A G₀W₀ calculation corrects the band gap by letting the other electrons screen the Coulomb interaction. The screening is stored as a matrix over waves that fit the crystal lattice, and a cutoff decides how short these waves may be. In the table, "sweep value" is this cutoff in rydberg and "gap" is the corrected gap of PbSe at that cutoff.

G₀W₀ gap of rock-salt PbSe against the cutoff of the screening matrix (Ry), from Yambo 5.3.0 on Quantum ESPRESSO PBE states with SG15 PBE 1.2 pseudopotentials, a 3×3×3 k mesh and no spin–orbit coupling. All runs use a plasmon-pole model, 130 bands in both the screening and the self-energy, the BG self-energy terminator and a 70 Ry exchange cutoff.

| sweep value | gap (eV) |
| --- | --- |
| 1 | 2.169 |
| 2 | 2.180 |
| 3 | 2.306 |
| 5 | 2.352 |
| 7 | 2.391 |
| 10 | 2.416 |

The gap of about 2 eV is not the fundamental gap of PbSe, which is a few tenths of an eV and lies at the point L of the Brillouin zone. The mesh omits L, and the uncorrected PBE gap on it is already 2.020 eV. Spin-orbit coupling, which strongly shifts the Pb 6p states, is also left out. The table therefore serves to study the effect of the cutoff on this mesh, not to predict a measured gap. A mesh that contains L adds the lowest excitations to the screening and may need a different cutoff.

**(a) Why does the gap widen when shorter waves are added to the screening?**

*Solution.* The PBE gap is the same in every run, so the whole change lies in the correction. This grows from 0.149 eV at the smallest cutoff to 0.396 eV at the largest. The gap itself changes by only a tenth, but the quantity that the method is meant to supply more than doubles.

Consider first the limit in which the matrix holds only the uniform, long-wave part. The crystal then screens like a smooth dielectric, with no detail on the scale of an atom. An electron on a compact orbital still has its full exchange energy, but the others cannot respond to the fine structure of its charge. Each shorter wave admitted to the matrix restores some of that response.

At short wavelengths the response works mainly through virtual excitation into high empty states, and this lowers the energy of both band edges. The two need not sink equally. The upper valence states of PbSe are mostly Se 4p, while the lower conduction states are mostly the more diffuse Pb 6p. A compact charge contains more short waves, so the valence edge should sink further and the gap should open.

The calculated gap rises at every step, as this argument expects, but it records only the difference between the two shifts. That the valence edge sinks further is an argument from the shapes of the orbitals. A second cause may add to the rise. The short waves also couple to the long ones, and this coupling weakens the long-wave screening. As that screening narrows the gap, a weaker one leaves it wider. The table cannot separate the two causes. For a related crystal, the argument from shapes asks which edge is the more compact: if it is the valence edge, a larger matrix should widen the gap.

**(b) Why does the gap hardly move from 1 to 2 Ry and then jump?**

*Solution.* Waves that repeat with the lattice do not come in every length. They form shells, labelled by whole numbers $h, k, l$ that in this face-centred lattice are either all even or all odd, with energies

$$E_{hkl} = (h^2+k^2+l^2)\left(\frac{2\pi a_0}{a}\right)^2 \text{Ry},$$

where $a_0 = 0.529$ Å is the Bohr radius and $a$ is the cubic lattice constant. In rock salt $a$ is twice the Pb–Se distance, $2 \times 3.061 = 6.122$ Å, and the squared bracket comes to 0.295.

The {200} shell then lies at $4 \times 0.295 = 1.18$ Ry and the {220} shell at $8 \times 0.295 = 2.36$ Ry. Raising the cutoff from 1 to 2 Ry admits only the six waves of {200}. Going on to 3 Ry admits only the twelve of {220}. The gap must therefore move in jumps, and a cutoff raised between two shells would change nothing.

Does the number of waves also explain the size of the jump? If every wave were worth the same, twelve would raise the gap twice as much as six, by $2 \times 0.011 = 0.022$ eV. The calculation gives 0.126 eV, about half of the whole rise. Counting explains why there are steps, but it underestimates this one almost sixfold.

What the count leaves out is that waves differ in their effect on the two edges. If a shell shifts both edges by nearly the same amount, the gap stands still although both levels have moved. There is also a counter-effect: screening weakens the exchange with the occupied states, which raises the valence edge more than the conduction edge and so narrows the gap. It should matter most at the longer waves. Either effect may hold the gap back at {200}, but both are guesses; following each edge separately through the first three cutoffs would be the first test.

**(c) Why does the rise slow down after 3 Ry, and is the gap converged at 10 Ry?**

*Solution.* Now take the opposite limit, that of very short waves. A uniform electron gas shows what happens there. Its electrons would have to bunch up within a very small distance, which costs much kinetic energy, so they barely respond. The departure of its dielectric function from one falls as the fourth power of the wave number, and the Coulomb interaction itself falls as the square.

The comparison holds only for the short-wave end. At long wavelengths the electron gas screens a static charge completely, whereas PbSe, having a gap, screens it only in part. The gas also has no atoms, and hence no compact and diffuse band edges to tell apart. The shells in the table need not have reached its limiting power law, so it supplies the direction of the trend and not its rate.

The direction agrees with the table. Between 3 and 5 Ry each added wave raises the gap by 1.2 meV on average; between 7 and 10 Ry it adds only 0.4 meV. Yet the number of waves grows quickly with the cutoff, and the last step admits 68 of them. Many weak contributions still add up to 0.025 eV, which is why the tail is slow.

Convergence to 10 meV is thus not shown at 10 Ry. The value at 7 Ry lies within 50 meV of the one at 10 Ry, but that is agreement with the largest matrix tried, not with the limit of an infinite one. There is a second reservation. Short waves need high empty states in order to respond, and the number of bands stayed at 130 throughout, so part of the flattening may come from too few bands. A sound test raises the cutoff and the number of bands together.

The first step holds the practical lesson. From 1 to 2 Ry the gap moves by 0.011 eV, less than in the last step, and someone who stops at the first small change would stop here. The gap at 2 Ry is still $2.416 - 2.180 = 0.236$ eV below its value at 10 Ry. A small change shows convergence only if it persists over several further shells.
